**Q.** We want to know whether Cu4Os is an electronically closed, unreactive cluster. You sent me PBE hybrid calculations with five shares of exact exchange. Which gap do I compare with my spectra?

Orbital energies of neutral Cu4Os as a closed-shell singlet, computed with Ansatz 0.2.0 using restricted Kohn–Sham PBE with the listed share of exact exchange and the def2-SVP basis, with a def2 core potential on Os and no spin-orbit coupling. All rows use the same B3LYP-D4/def2-SVP geometry.

| exact exchange (%) | homo (eV) | lumo (eV) | homo lumo gap (eV) |
| --- | --- | --- | --- |
| 0 | -3.414 | -3.232 | 0.182 |
| 10 | -3.750 | -2.759 | 0.991 |
| 15 | -3.933 | -2.527 | 1.406 |
| 25 | -4.324 | -2.132 | 2.192 |
| 40 | -4.962 | -1.580 | 3.382 |

**A.** None of them as it stands. The columns homo and lumo are the energies of the highest occupied and lowest empty orbital of a closed-shell singlet, and the homo lumo gap is their difference. The atoms sit in the same places in every row, yet the gap runs from 0.182 to 3.382 eV, a factor of 18.6. Each added per cent of exact exchange opens it by about 0.08 eV. A number that follows the setting so closely describes the functional more than the cluster, and that is the first failure.

**Q.** Why should a change in the exchange term move the levels by electronvolts when nothing else changes?

**A.** Theory traces it to the repulsion of an electron with itself. Fill an orbital gradually with a fraction $\delta$ of an electron. With exact exchange and fixed orbitals the energy is a straight line in $\delta$, because the exchange term removes the self-repulsion completely. Semilocal exchange removes it only in part, so the energy sags below the line with a curvature $U$, the part of the orbital's Coulomb repulsion with itself that is left uncancelled, a large fraction of the bare value but smaller than it. A share $a$ of exact exchange, taken as a fraction, leaves $(1-a)$ of the sag:

$$E(N+\delta)=E_{\text{line}}-\tfrac12(1-a)\,U\,\delta(1-\delta).$$

By Janak's theorem an orbital energy is the slope of this curve. The lumo is the slope at the start of the step from $N$ to $N+1$ electrons, and the homo is the slope at the end of the step before. Let $I$ and $A$ be the removal and addition energies with frozen orbitals, assume that they do not depend on $a$, and take one $U$ for both orbitals:

$$\varepsilon_{\text{homo}}=-I+\tfrac12(1-a)U,\qquad \varepsilon_{\text{lumo}}=-A-\tfrac12(1-a)U,\qquad \text{gap}=I-A-(1-a)U .$$

So the homo should fall, the lumo should rise by the same amount, the gap should grow as $aU$, and the midpoint of the two levels should stay where it is. The table bears out this pattern in the large. The homo drops by 1.548 eV and the lumo climbs by 1.652 eV, while the midpoint wanders by only 3 % of the change in the gap.

**Q.** How large is $U$, and does the formula reproduce a row?

**A.** A straight line through all five gaps gives $U = 7.99$ eV; the printed output after this exchange holds the fits. The electrostatic energy $e^2/4\pi\varepsilon_0R$ of a charge spread over a cluster of this size is roughly 5 to 8 eV, depending on how $R$ is chosen, which supports the order of magnitude and no more. The picture implies that frontier orbitals spread over more atoms have a smaller $U$ and respond less to the share, while compact ones respond more.

Take the 25 % row, which was part of the fit for $U$, and start from the levels at 0 %. Each level should move by $0.25\times 7.99/2 = 1.00$ eV:

$$\text{homo: } -3.414-1.00=-4.41,\qquad \text{lumo: } -3.232+1.00=-2.23,\qquad \text{gap: } 0.182+2.00=2.18\ \text{eV}.$$

The table has 2.192 eV for the gap, so the estimate is low by about half a per cent of that value. The separate levels fare worse, since both predictions lie about 0.1 eV below the calculated ones. The model gets the difference nearly right and overlooks a shift that the two levels share.

**Q.** A gap so close to a straight line looks reassuring. Doesn't it mean that one electronic state is being followed and that I can interpolate?

**A.** For the gap to within a few hundredths of an electronvolt, yes; as evidence of an unchanged state, no. The straight line misses the 15 % row by 15 meV, far more than rounding allows, and the levels themselves bend more. The homo slope steepens in each interval, from −33.6 to −42.5 meV per 1 %. Frozen orbitals would give a constant slope, so the orbitals are changing with the share.

The total energies of the first three runs show relaxation independently, though for the occupied orbitals as a whole and not for the frontier levels in particular. For fixed orbitals the energy is exactly linear in $a$, and the self-consistent energy is the lowest of all such lines, which must bend downward. With the dispersion term of the 0 % run taken out, the slope falls from 108.4 to 96.6 meV per 1 % between the first two intervals, a drop of 11 %. The homo and the lumo both curve downward as well, so part of the bending cancels when one is subtracted from the other.

**Q.** You spoke of a smooth homo. Is the lumo not smooth?

**A.** Its slope has a break. It barely changes over the first two intervals, 47.3 and 46.4 meV per 1 %, then drops to 39.5 and goes on gently to 36.8. A sudden step between two gentle changes is how a swap of levels looks in such a column. The same runs give the second empty level in every row. Over the first three rows it rises more slowly than the lumo, which is catching it up. By the third row the two almost touch.

The spacing shrinks from 0.091 eV in PBE to 0.006 eV at 15 %, and carried on it would vanish near 16 %. To test the swap, a parabola was put through the first three values of each level and carried to the last two rows, which were not used in it. The parabola of the original lumo overshoots both rows by eight to ten times what rounding permits. The parabola of the second level comes far closer to both.

At 40 % the original lumo misses by 0.168 eV and the second level by 0.008 eV. Joining the second level to the last two lumo entries gives a curve that one parabola follows to 0.7 meV, about the rounding, against 9.2 meV for a parabola through the printed column. The original lumo also turns up where a swap would put it. In the last two rows the second empty level lies at -2.070 and -1.397 eV, only 0.002 and 0.015 eV above the parabola of the original lumo and within what rounding permits. The energies thus point strongly to two different orbitals sharing the lumo column. This remains an inference from level positions, not an identification of orbital shapes.

The swap also helps the gap look straight. Measured to the joined branch, the gap slope rises in each interval, from 75.4 to 79.3 meV per 1 %. The printed gap starts on the steeper branch and is set back when the flatter one takes over, which hides that rise. For you the consequence is chemical: if the swap is real, the orbital that accepts an electron first in PBE is not the one that does so at 25 %.

**Q.** Why would two empty orbitals rise at different rates, and why don't they repel each other?

**A.** If the model is extended so that each orbital has its own $U$, the one with the larger self-repulsion rises faster and, having started lower, overtakes the other. That the steeper orbital is the more compact one, richer in Os 5d, is my guess. Levels of the same symmetry do repel, and the calculation used no symmetry, but the closest spacing seen limits the coupling to about 0.003 eV, half of that spacing. The Os–Cu distances come in two pairs, near 2.45 and 2.40 Å, and the coordinates show why: four coplanar Cu atoms are capped by Os, and a mirror plane through Os swaps the Cu atoms in pairs to within rounding. An orbital even under that mirror cannot mix with an odd one; that these two levels have opposite parity is a second guess, though it would explain so small a coupling.

**Q.** With more than 2 eV of gap at 25 % and 40 % exact exchange, may I at least call the cluster a closed-shell singlet?

**A.** No, and this is the failure that matters most. All rows were computed with paired spins imposed, so their zero spin is an input. The records list the solution as a minimum in a stability check and carry no warning, but they do not say whether that check allowed the spins to unpair. The makers of the data do caution that a restricted singlet can prove unstable, though that comes from their tests on other systems and not from these runs. Nor is it certain that the solution found is the lowest singlet, since every run started from the same PBE0 orbitals and no other start was tried. A small PBE gap beside an osmium atom with an unfilled 5d shell makes spin polarisation a real possibility, because the exchange energy gained by unpairing can outweigh the cost of promotion.

Theory says that the wide hybrid gap offers little protection. The lumo of the exact-exchange part describes an added electron that feels all $N$ others, whereas an electron promoted within the neutral cluster leaves a hole behind and is attracted to it. For a single orbital pair the triplet energy is roughly

$$\omega_T\approx \text{gap}-a\,J_{hl}-\text{(semilocal spin term)},$$

where $J_{hl}$ is the Coulomb integral between the homo and lumo densities. If the two orbitals occupy the same region, $J_{hl}$ is of the size of $U$, and the term $aU$ that opened the gap largely cancels. The 3.2 eV of opening then says little about the singlet–triplet balance or about where absorption begins; this is argued, and unrestricted calculations would be the test. In transition-metal species exact exchange tends to favour higher spin, so the larger shares may weaken the singlet rather than secure it.

**Q.** Can't you tune the share until the method is right?

**A.** Tuning means choosing $a$ so that $-\varepsilon_{\text{homo}}$ equals the ionisation energy from separate total energies of cation and neutral, the Koopmans condition. Orbital levels alone do not select a share, and the homo here moves by 0.03 to 0.04 eV per 1 %, so a modest change in the target shifts the tuned value by several per cent. In the frozen-orbital formula the condition is met only at $a=1$; relaxation of the cation lowers that value, but it may still lie beyond the shares in the table. Tuning also presumes the right reference state, so the spin question comes first. Before the small PBE gap is blamed on the functional alone, note that spin-orbit coupling is left out, which for a 5d atom can rearrange levels on the scale of that gap. The basis is small, and the structure was optimised once with B3LYP-D4 and not relaxed for each share. It also comes from a short search, so a more stable isomer with different levels may have been missed.

Numerical output:

```
share a (%): 0 10 15 25 40 ; table rounding +-0.0005 eV
change 0 to 40 %: HOMO -1.548, LUMO +1.652, gap +3.200 eV
gap ratio 40 %/0 % = 18.6; gap change 15 to 25 % = 0.786 eV
mid-gap (eV): -3.323 -3.255 -3.230 -3.228 -3.271 ; spread 0.095 = 3.0 % of gap change
interval slopes (meV per 1 %), intervals 0-10, 10-15, 15-25, 25-40:
  HOMO: -33.6 -36.6 -39.1 -42.5
  LUMO: +47.3 +46.4 +39.5 +36.8
  gap: +80.9 +83.0 +78.6 +79.3
  rounding limit: 0.10 0.20 0.10 0.07
linear fits: leading coefficient, residuals (meV), worst row
  HOMO: -38.904 meV/%; -37.7 +15.4 +26.9 +24.9 -29.5 ; 0 %
  LUMO: +41.016 meV/%; -47.7 +15.1 +42.0 +26.9 -36.4 ; 0 %
  gap: +79.920 meV/%; -10.0 -0.2 +15.2 +2.0 -6.8 ; 15 %
quadratic fits: leading coefficient, residuals (meV), worst row
  HOMO: -0.160 meV/%^2; -1.2 +2.2 +0.9 -2.6 +0.8 ; 25 %
  LUMO: -0.203 meV/%^2; -1.6 -1.5 +9.2 -7.9 +1.9 ; 15 %
  gap: -0.042 meV/%^2; -0.4 -3.7 +8.3 -5.3 +1.1 ; 15 %
U from gap slope 7.99 eV; from HOMO 7.78; from LUMO 8.20
rough scale e2/R: 8 eV (rms radius 1.8 A), 5 eV (plus rough Cu radius)
Os-Cu distances (A): 2.45 2.39 2.45 2.40
slopes 0-10 % of seven higher virtual levels: 35.0 to 43.1 meV/%
LUMO+1 minus LUMO at 0, 10, 15 % (eV): +0.091 +0.036 +0.006
LUMO+1 slopes 0-10, 10-15 (meV/%): +41.8 +40.3
spacing extrapolates to zero near 16 % (last two points)
three-point parabola carried to 25, 40 %; table LUMO minus prediction (eV):
  from LUMO: -2.072 -1.412 ; miss -0.060 -0.168 ; rounding limit +0.006 +0.021
  from LUMO+1: -2.133 -1.588 ; miss +0.001 +0.008
joined branch (LUMO+1, then LUMO): curvature -0.091 meV/%^2; residuals (meV) -0.3 +0.5 +0.3 -0.7 +0.2
  worst residual 0.7 meV against 9.2 meV for one smooth LUMO
joined branch minus HOMO (eV): +0.273 +1.027 +1.412 +2.192 +3.382
  its slopes (meV/%): +75.4 +76.9 +78.0 +79.3
total energy slopes 0-10, 10-15 (meV/%): +108.4 +96.6 ; drop 11 %
```
